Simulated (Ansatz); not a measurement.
# Energies of six collinear spin orders of cubic Mn₃IrN with PBEsol, and their fit by shell couplings

We calculated the energies of six collinear spin orders of Mn₃IrN in its measured cubic cell with PBEsol. Energies are per Mn atom and relative to the parallel order, so a negative value means more stable than parallel.

The table serves a brief for an antiferromagnetic layer in a spintronic stack, where stray field must be small and the spin order must not be easily displaced by another. We set two targets of our own: a net magnetisation below 10 kA/m, and an order at least 20 meV per Mn below every other order considered. A crystal adopts its most stable order whatever the designer prefers, so the material meets the brief only if its lowest order is also a compensated one. We also test whether couplings over three shells of Mn neighbours reproduce the energies well enough to stand in for further runs.

## How the numbers were made

One system, Mn3IrN (antiperovskite, Pm-3m), 5 atom(s) a primitive cell, from measured cells of the Crystallography Open Database. Ansatz 0.2.0, plane waves with default PAW datasets, cutoff 420 eV, Fermi-Dirac smearing of 0.05 eV, k meshes whose coarsest spacing along a reciprocal vector is 0.13 to 0.23 1/Å over all runs (2π included). Functional: PBEsol, no Hubbard U; collinear spins, no spin-orbit coupling. Atoms are fixed. Each order is started from typed moments on Mn, in the primitive cell or in a cell doubled at wavevector q (fractions of the primitive reciprocal vectors), on meshes of about the same density or denser; only runs that kept their pattern of signs are listed. Runs that did not converge or carry a known fault are not listed. The same in all rows: metal or insulator in the row's run, judged by its smearing entropy or density of states at the Fermi energy (a gap under a few smearing widths counts as a metal): metal.

Notes on method and selection:

- In a Heisenberg model with E = -sum over ordered pairs of J e_i.e_j, the energy per magnetic atom is E0 less the sum over shells of J times the listed sum; further shells and changes of moment size are outside it.
- Each state is what a run reaches from typed starting moments; only a few collinear orders were started, so the lowest found need not be the ground state. Spin-orbit coupling is left out of these energies, which are free energies at the smearing width. A magnetic atom is one that was given a starting moment.
- Site moments count the spin inside each program's own atomic sphere, so they depend somewhat on its radius and leave out the spin between the spheres.
- Ansatz's own search for a lower self-consistent state was switched off in these runs, so a run may rest in a state that is not the lowest for its pattern of moments.
- The shell on the horizontal axis is the one of the three whose sum correlates best with the energies.
- Runs that did not converge, have known faults or may not be shown are not listed, and runs on Ansatz's PAW sets soft_1 and soft_2 are kept to separate tables.

Columns:

- shell at 2.77 Å: sum of e_i.e_j over the 8 Mn neighbours at 2.77 Å, mean over magnetic atoms (+1 parallel, -1 opposed).
- shell at 3.91 Å: sum of e_i.e_j over the 6 Mn neighbours at 3.91 Å, mean over magnetic atoms (+1 parallel, -1 opposed).
- shell at 4.79 Å: sum of e_i.e_j over the 16 Mn neighbours at 4.79 Å, mean over magnetic atoms (+1 parallel, -1 opposed).
- moment (μB): largest site spin moment.
- net moment (μB): size of the net spin moment per magnetic atom.
- energy (meV): energy less that of the parallel order, per magnetic atom.

Input lines of one member:

```
magnetization:
  spin_polarized: true
kpoints:
  mp_grid: { grid: [12, 12, 12] }
hamiltonian:
  xc: pbesol
scf:
  occupations: { method: fermi_dirac, width: 0.05 }
  lower_state_search: "off"
```

Command (options for logging and memory left out): `ansatz run input.yaml`

## Table of results

| member | shell at 2.77 Å | shell at 3.91 Å | shell at 4.79 Å | moment (μB) | net moment (μB) | energy (meV) |
| --- | --- | --- | --- | --- | --- | --- |
| opposed q=(0,0,1/2) +--++- | −2.67 | 2 | 5.33 | 2.52 | 0.00 | −244.0 |
| partly opposed ++- | −2.67 | 6 | −5.33 | 2.43 | 0.92 | −215.7 |
| opposed q=(0,1/2,1/2) +-+-+- | 0.00 | −2 | 0.00 | 2.51 | 0.00 | −196.3 |
| opposed q=(1/2,1/2,1/2) +-+-+- | 0.00 | −6 | 0.00 | 2.30 | 0.00 | −129.3 |
| opposed q=(0,0,1/2) +-+-+- | 2.67 | 2 | −5.33 | 2.65 | 0.00 | −172.3 |
| parallel +++ | 8.00 | 6 | 16.00 | 2.46 | 2.88 | 0.0 |

Least-squares fits to the whole series, with x = shell at 2.77 Å; R² and errors in the fitted variable (y, or ln y where the fit is in ln y):

| y | members | fit | R² | rms residual | leave-one-out rms | the same for the mean of the others |
| --- | --- | --- | --- | --- | --- | --- |
| energy (meV) | 6 | y = −177.4 + 20.06 x | 0.85 | 31 | 50 | 96 |

## Mechanism

The lowest of the six is the q=(0,0,1/2) order +--++-, at −244.0 meV. The partly opposed order follows, 244.0 − 215.7 = 28.3 meV higher.

The shell at 2.77 Å sets the broad scale. In the one-shell fit the energy rises by 20 meV per unit of its sum, so opposed neighbours are favoured, as expected for directly overlapping d shells near half filling. The Mn atoms form triangles, and three collinear spins cannot all oppose one another. The best compromise has two opposed pairs and one parallel pair, which gives 8 × (−1/3) = −2.67. Both of the lowest orders sit at this limit, so something beyond the first shell decides between them.

Three shells do not settle it. With s₁, s₂ and s₃ the sums in order of distance, least squares over all six rows gives

E ≈ −180 + 18 s₁ − 2.2 s₂ + 2.2 s₃ (meV, coefficients rounded).

Before rounding, the rms residual is 27 meV, hardly below the 31 meV of one shell. The leave-one-out error is about 166 meV, worse than the 96 meV of the mean of the others. The fit also wrongly places the partly opposed order lowest.

The failure is visible without fitting. In the following values s₁ and s₃ are zero or cancel, so a three-shell model requires a straight line in s₂:

- s₂ = −6: −129.3 meV
- s₂ = −2: −196.3 meV
- s₂ = +2: (−244.0 − 172.3) / 2 = −208.2 meV
- s₂ = +6: (3 × (−215.7) + 0.0) / 4 = −161.8 meV

The energy falls and then rises again, which no choice of three couplings can reproduce.

## Outliers

Largest departures from the fit to the whole series:

| member | energy (meV) | fit | computed − fit | in rms residuals |
| --- | --- | --- | --- | --- |
| opposed q=(0,0,1/2) +-+-+- | −172.3 | −123.8 | −48.5 | 1.6 |
| opposed q=(1/2,1/2,1/2) +-+-+- | −129.3 | −177.4 | +48.1 | 1.6 |
| opposed q=(0,1/2,1/2) +-+-+- | −196.3 | −177.4 | −18.9 | 0.6 |
| parallel +++ | 0.0 | −16.9 | +16.9 | 0.5 |

The two largest departures from the one-shell line, −48.5 meV for q=(0,0,1/2) +-+-+- and +48.1 meV for q=(1/2,1/2,1/2), do not point to faulty runs. A fourth shell removes both. It holds 12 Mn neighbours at 1.414 × 3.91 = 5.53 Å, and its sum s₄ is +12 for the parallel, partly opposed and q=(1/2,1/2,1/2) orders and −4 for the other three. Least squares then gives

E ≈ −190 + 17 s₁ − 2.7 s₂ + 1.7 s₃ + 3.6 s₄ (meV, coefficients rounded),

with, before rounding, an rms residual of 0.3 meV and a leave-one-out error of about 6 meV.

Five constants on six rows leave only one independent check. The s₄ term may also absorb four-spin interactions, changes in moment size or induced moments on iridium, so we read it as an effective coupling.

## Selection

We convert the net moment m per Mn into magnetisation with M = 3 m μ_B / a³, where μ_B = 9.27 × 10⁻²⁴ A m², a = 3.91 Å and a³ = 3.91 × 3.91 × 3.91 = 59.8 Å³. The powers of ten combine to give M in MA/m, and 1 MA/m is 1000 kA/m.

- **Parallel:** 3 × 2.88 × 9.27 / 59.8 = 1.34 MA/m. It fails.
- **Partly opposed:** 3 × 0.92 × 9.27 / 59.8 = 0.428 MA/m. It fails.
- **The four opposed orders:** zero net moment. They pass.

Among the four that pass, +--++- is lowest and is our pick. The runner-up within the brief is q=(0,1/2,1/2), which lies 244.0 − 196.3 = 47.7 meV higher. The closer rival in energy is the partly opposed order, and its margin of 28.3 meV meets the 20 meV target.

An error of the functional that scales all energies alike would leave the ranking unchanged. An error confined to the pick would reverse it at 28.3 / 244.0 = 12% of its energy, and errors of that size are plausible for exchange energies of a metal at this level.

The more serious challenge is a non-collinear order. Related manganese antiperovskite nitrides often adopt a triangular arrangement, with spins at 120° in the primitive cell. For pair couplings of any range, the energy of an order in that cell is linear in the mean e_i.e_j between different Mn sites. This mean is 1 for parallel, −1/3 for partly opposed and −1/2 for triangular spins. Relative to the parallel order, the energy is proportional to one minus this mean, which is 1 + 1/2 = 1.5 for triangular and 1 + 1/3 = 1.333 for partly opposed spins. The estimate is therefore −215.7 × 1.5 / 1.333 = −242.7 meV, only 1.3 meV above the pick and too close to rank.

We therefore keep +--++- as the best collinear candidate, but do not yet accept the material for the brief. A non-collinear run of the triangular order is the next step.

## Summary

Among these six orders, opposed nearest neighbours give the main energy gain, but three shells do not reproduce the energies. A fourth effective coupling does, within this set of collinear states at fixed atoms.

Two omitted effects may matter on the scale of the gaps between the lowest orders. By the pair-coupling estimate above, letting the spins turn to 120° would lower the partly opposed order by about 27 meV per Mn. Relaxing the atoms and cell can only lower the total energy of each order, but by different amounts, because the orders may favour different volumes and most of them break the cubic symmetry. The differences in the table could therefore move either way.

[Logs are printed without paths, hosts, clocks, repeated set-up lines and the standing remarks that a program may print on its own settings, such as how far it seeks lower states.]
